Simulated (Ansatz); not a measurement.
# Gd₃Al: energy above lowest point and pressure against volume scale

Free energy against uniform scaling of the volume at fixed shape and fractions; periodic cell, basis, potentials, k mesh and filling as listed. The results are calculated, by Ansatz 0.2.0.

The cell before it is scaled or strained (space group Pm-3m, No. 221):
```
cell vectors (Å)
   4.8077     0.0000     0.0000
   0.0000     4.8077     0.0000
   0.0000     0.0000     4.8077
atoms (fractions of the cell vectors)
Gd  0.00000  0.50000  0.50000
Gd  0.50000  0.00000  0.50000
Gd  0.50000  0.50000  0.00000
Al  0.00000  0.00000  0.00000
```

Settings of every row: functional r2SCAN; dispersion none; potentials PAW; wave cutoff 500 eV; density cutoff 2000 eV; k mesh 5x5x5; k shift 0x0x0; occupations fermi dirac; smearing width 0.1 eV; spin collinear.

Limits: coarse k mesh, up to 40 meV an atom off; state may not be the lowest; the cell comes from a prototype or a list of computed structures and needn't be the stable phase.

| row | volume scale | V (Å³/atom) | energy above lowest point (meV/atom) | pressure (GPa) |
| --- | --- | --- | --- | --- |
| 1 | 0.9 | 25.003 | 48.3 | 6.05 |
| 2 | 0.925 | 25.698 | ? | ? |
| 3 | 0.95 | 26.392 | 11.1 | 2.67 |
| 4 | 0.975 | 27.087 | 2.7 | 1.25 |
| 5 | 1 | 27.781 | 0 | 0 |
| 6 | 1.025 | 28.476 | 2.4 | -1.11 |
| 7 | 1.05 | 29.17 | 9.5 | -2.1 |
| 8 | 1.075 | 29.865 | 20.5 | -2.99 |
| 9 | 1.1 | 30.559 | 35.2 | -3.79 |

Question: what energy above lowest point and pressure should row 2 give?

Worked fit of energy above lowest point. Take u = (V_r/V)^(2/3) − 1 with V_r = 28.128 Å³ an atom, which is twice the finite (Eulerian) strain; such expansions in the strain, on which the Birch-Murnaghan equation of state is built, carry the rest volume and the bulk modulus. The shown rows have u = 0.08168, 0.04338, 0.02546, 0.00831, -0.00816, -0.02396, -0.03916, -0.05376. Least squares give energy above lowest point = 0.61 − 149.9 × u + 9099 × u² − 1424 × u³ meV/atom; a parabola predicts inner rows, each left out in turn, worse (root mean square 0.12 against 0.051 meV/atom). The rows lie off it by 0.0, 0.0, 0.0, 0.0, 0.0, 0.1, 0.0, 0.0. The withheld row has u = 0.06209, so the fit gives 0.61 − 149.9 × (0.06209) + 9099 × (0.06209)² − 1424 × (0.06209)³ = 26.0 meV/atom.

The calculation gave 26 meV/atom. The fit meets it to the printed digit.

Worked fit of pressure. Take u = (V_r/V)^(2/3) − 1 with V_r = 28.128 Å³ an atom, which is twice the finite (Eulerian) strain; such expansions in the strain, on which the Birch-Murnaghan equation of state is built, carry the rest volume and the bulk modulus. The shown rows have u = 0.08168, 0.04338, 0.02546, 0.00831, -0.00816, -0.02396, -0.03916, -0.05376. Least squares give pressure = −0.568 + 67.62 × u + 152 × u² + 151 × u³ GPa; a parabola predicts inner rows, each left out in turn, worse (root mean square 0.012 against 0.0074 GPa). The rows lie off it by 0.00, 0.01, 0.00, 0.00, 0.00, 0.00, 0.00, 0.00. The withheld row has u = 0.06209, so the fit gives −0.568 + 67.62 × (0.06209) + 152 × (0.06209)² + 151 × (0.06209)³ = 4.25 GPa.

The calculation gave 4.26 GPa. The fit lies 0.01 GPa (0.1 % of the column's range) below it, one unit of the last digit.
